# Hourglass model as a birth–death process

In the hourglass model of HfO$_2$ RRAM (Degraeve and co-workers, imec, 2012) the filament consists of oxygen vacancies in a top reservoir, a bottom reservoir and a narrow constriction. The number $n$ in the constriction sets the current. During reset of a TiN/Hf/HfO$_2$/TiN cell the Hf-side electrode is negative and pulls the positive vacancies into the top reservoir, while thermal hops carry some back. Reset stops when the two fluxes balance. Since $n$ is a small integer, it fluctuates about the balance, which gives an intrinsic cycle-to-cycle variability.

## General statement

Let $\lambda(n)$ be the rate of $n\to n+1$ and $\mu(n)$ that of $n\to n-1$, with $\mu(0)=0$. In the stationary state the probability current $\lambda(n-1)P(n-1)-\mu(n)P(n)$ is the same on every link. No link leads below $n=0$, so it vanishes, and

$$P(n)=P(0)\prod_{k=1}^{n}\frac{\lambda(k-1)}{\mu(k)} .$$

This is exact. $P$ rises while $\lambda(n-1)>\mu(n)$. For smooth rates, expand about the link midpoint $m=n-\tfrac12$, with primes for $d/dn$:

$$\ln\frac{P(n)}{P(n-1)}\approx\ln\frac{\lambda(m)}{\mu(m)}-\frac12\,(\ln\lambda\mu)' .$$

The first term vanishes at the balance point $n^*$, where $\lambda=\mu$, and has slope $-(\mu'-\lambda')/\mu$ there. Treating the second term as constant gives a Gaussian with

$$\sigma_n^2=\frac{\mu}{\mu'-\lambda'}\bigg|_{n^*},\qquad \Delta n=-\tfrac12\,\sigma_n^2\,(\ln\lambda\mu)' ,$$

where $\Delta n$ is the offset of the peak from $n^*$. The balance is stable if $\mu'>\lambda'$, and "the peak sits at $\lambda=\mu$" means $|\Delta n|\ll\sigma_n$.

For rates linear in $n$ the variance formula is exact. Stationarity of $\langle n\rangle$ and $\langle n^2\rangle$ requires $\langle\lambda-\mu\rangle=0$ and $\langle 2n(\lambda-\mu)+\lambda+\mu\rangle=0$. With $\lambda-\mu=-(\mu'-\lambda')(n-n^*)$ the first gives $\langle n\rangle=n^*$, and the second gives $2(\mu'-\lambda')\sigma_n^2=2\mu(n^*)$.

## Smallest model: $N$ independent vacancies, two compartments

Each of $N$ vacancies hops from the top reservoir into the constriction at rate $k_\text{in}$ and back at rate $k_\text{out}$, regardless of the others:

$$\lambda(n)=k_\text{in}(N-n),\qquad \mu(n)=k_\text{out}\,n .$$

With $r=k_\text{in}/k_\text{out}$ the product is $\prod_{k=1}^n (N-k+1)\,r/k=\binom Nn r^n$, whose sum over $n$ is $(1+r)^N$. Hence

$$P(n)=\binom Nn p^n(1-p)^{N-n},\qquad p=\frac{r}{1+r},$$

with mean $Np$ and variance $Np(1-p)$. The general statement compares as follows.

- Balance: $r(N-n)=n$ gives $n^*=Np$, the exact mean.
- Variance: $k_\text{out}Np/(k_\text{out}+k_\text{in})=Np(1-p)$, exact.
- Peak: $\lambda(n-1)\ge\mu(n)$ means $n\le(N+1)p$, so the most probable value is $\lfloor (N+1)p\rfloor$, within one vacancy of $n^*$. The offset formula gives $\Delta n=-(1-2p)/2$, which is exactly the midpoint $(N+1)p-\tfrac12$ measured from $n^*$.

Independent vacancies thus give a binomial. Poisson statistics, $P(n)=e^{-n^*}n^{*n}/n!$ with $\sigma_n^2=n^*$, are the limit of an undepleted reservoir, $N\to\infty$ at fixed $Nr$, where $\lambda$ is constant.

**Five states by hand.** Take $N=4$, $r=1/3$, so $p=1/4$, and measure rates in $k_\text{out}$. The ratios $\lambda(k-1)/\mu(k)$ are $4/3,\ 1/2,\ 2/9,\ 1/12$.

| $n$ | 0 | 1 | 2 | 3 | 4 |
|---|---|---|---|---|---|
| $256\,P(n)$ | 81 | 108 | 54 | 12 | 1 |

The mean is 1 and the variance 0.75. The balance $(4-n)/3=n$ gives $n^*=1$, which is also the peak, and $\mu/(\mu'-\lambda')=1/(1+\tfrac13)=0.75$. A Poisson law with this mean has variance 1. The $5\times5$ rate matrix has eigenvalues $0,-\tfrac43,-\tfrac83,-4,-\tfrac{16}3$, multiples of $-(k_\text{in}+k_\text{out})$. For any $N$ the mean obeys  $d\langle n\rangle/dt=-(\langle n\rangle-n^*)/\tau$ with $\tau=1/(k_\text{in}+k_\text{out})$.

## From $n$ to resistance

Assume $G=gn$ with a fixed conductance $g$ per vacancy, and define $R^*=1/(gn^*)$. Then, exactly,

$$\frac{\sigma_G}{\langle G\rangle}=\sqrt{\frac{1-p}{n^*}}=\sqrt{(1-p)\,gR^*}.$$

For $p\ll1$ this is $n^{*-1/2}\propto R^{*1/2}$. The compliance current $I_c$ acts during forming and set and is absent from the reset rates. It enters through one more assumption, that the vacancy inventory scales as $N\propto I_c$. At fixed reset voltage and temperature $p$ is then fixed, $n^*\propto I_c$, and the spread goes as $I_c^{-1/2}$.

The same number is $\sigma_R/\langle R\rangle$ only to leading order, from $\delta R/R=-\delta n/n$. For Poisson statistics restricted to $n\ge1$, write $x=1/n^*$. Expanding $1/n$ about $n^*$ gives $n^*\langle 1/n\rangle=1+x+2x^2+\dots$ and $n^{*2}\langle 1/n^2\rangle=1+3x+11x^2+\dots$, so

$$\frac{\sigma_R}{\langle R\rangle}\approx n^{*-1/2}\left(1+\frac{2}{n^*}\right).$$

At $n^*=10$ the leading term is 0.32, the corrected one 0.38, and the direct sum 0.45. Report the spread of $G$, or percentiles of $R$, which map one to one onto those of $n$.

## Numbers for a 10 nm cell

Take activated hops, $k_\text{out,in}=\nu\exp[-(E_a\mp\alpha eV)/k_BT]$, with $V$ the magnitude of the reset voltage. The factor $\alpha$ contains the vacancy charge and the share of the voltage that drops across a hop. Then $r=\exp(-2\alpha eV/k_BT)$, free of $\nu$ and $E_a$. Inputs: a typical attempt frequency $\nu=10^{13}$ s$^{-1}$, and illustrative values $E_a=1.2$ eV, $T=600$ K ($k_BT=51.7$ meV), $\alpha=0.075$, $N=200$, $g=2\ \mu$S. All results below are the model's.

| $V$ (V) | $r$ | $n^*$ | $\sigma_n$ | $R^*$ (k$\Omega$) | $\sigma_G/\langle G\rangle$ | $n^{*-1/2}$ |
|---|---|---|---|---|---|---|
| 0.8 | 0.0982 | 17.9 | 4.0 | 28.0 | 0.226 | 0.236 |
| 1.0 | 0.0550 | 10.4 | 3.1 | 48.0 | 0.302 | 0.310 |
| 1.2 | 0.0308 | 6.0 | 2.4 | 83.8 | 0.403 | 0.409 |

A deeper reset gives a higher resistance and a wider relative spread, and the Poisson column lies slightly above the binomial one. At 1.0 V the most probable $n$ is 10. Halving $I_c$, so that $N=100$, doubles $R^*$ and raises the spread from 0.302 to 0.427.

At 1.0 V, $k_\text{out}=3.55\times10^3$ s$^{-1}$ and $\tau=0.27$ ms. A slow DC sweep reaches the balance, and a 100 ns pulse at this temperature does not. If the filament cools in a time much shorter than $\tau$, the state is frozen. At 300 K and zero bias the total hop rate $N\nu e^{-E_a/k_BT}$ is $1.4\times10^{-5}$ s$^{-1}$, so a prompt read samples $P(n)$.

## Size of the neglected terms (at 1.0 V)

**Bottom reservoir.** If it is biased against the constriction by the same factor $r$, each vacancy occupies top, constriction and bottom with weights $1:r:r^2$. The constriction count stays binomial with $p=r/(1+r+r^2)$, and $n^*$ falls by 0.3 %.

**Empty constriction.** $P(0)=(1+r)^{-N}=2.3\times10^{-5}$. If that state leaks with an assumed $R_0=10$ M$\Omega$, it contributes about $P(0)(R_0/R^*)^2=0.98$ to the variance of $R/R^*$, against $(\sigma_G/\langle G\rangle)^2=0.091$. The second moment of $R$ is ruled by a rare state.

**Joule heating.** Let $T$ rise with $n$ at $s=dT/dn$. Two effects follow. First, both rates share the factor $f(n)=e^{-E_a/k_BT(n)}$. In the product it telescopes to $f(0)/f(n)$, so the cell lingers in cold states of low $n$. The factor drops out of $n^*$ and of the variance formula at $n^*$, but it shifts the peak by $-\sigma_n^2(\ln f)'$, with $(\ln f)'=E_as/k_BT^2=0.0387\,s$ for $s$ in K per vacancy. The shift equals $\sigma_n$ at $s=8$ K. Second, $r$ grows with $T$, so $1/\sigma_n^2=0.101$ is reduced by $(\ln r)'=2\alpha eVs/k_BT^2=0.00484\,s$, and the balance turns unstable at $s=21$ K. If the whole 300 K rise above ambient were proportional to $n$, $s$ would be 29 K. Constant temperature is therefore the weakest assumption, and the table holds only for $s\ll 8$ K.

**Tunnelling.** A nearly closed constriction conducts by tunnelling. If $G\propto e^{\beta n}$, then $\sigma_{\ln R}=\beta\sigma_n$, $R$ is close to log-normal, and the $R^{1/2}$ law no longer applies.

The linear model therefore describes a shallow reset. At 1.0 V its range $n^*\pm2\sigma_n$ spans a factor of 4 in $R$ around 48.0 k$\Omega$. As typical knowledge, fully reset HfO$_2$ cells end near $10^5$–$10^6\ \Omega$ with a spread of about a decade, so for them the model is low in resistance by up to an order of magnitude or so, and low in the spanned factor by two or more.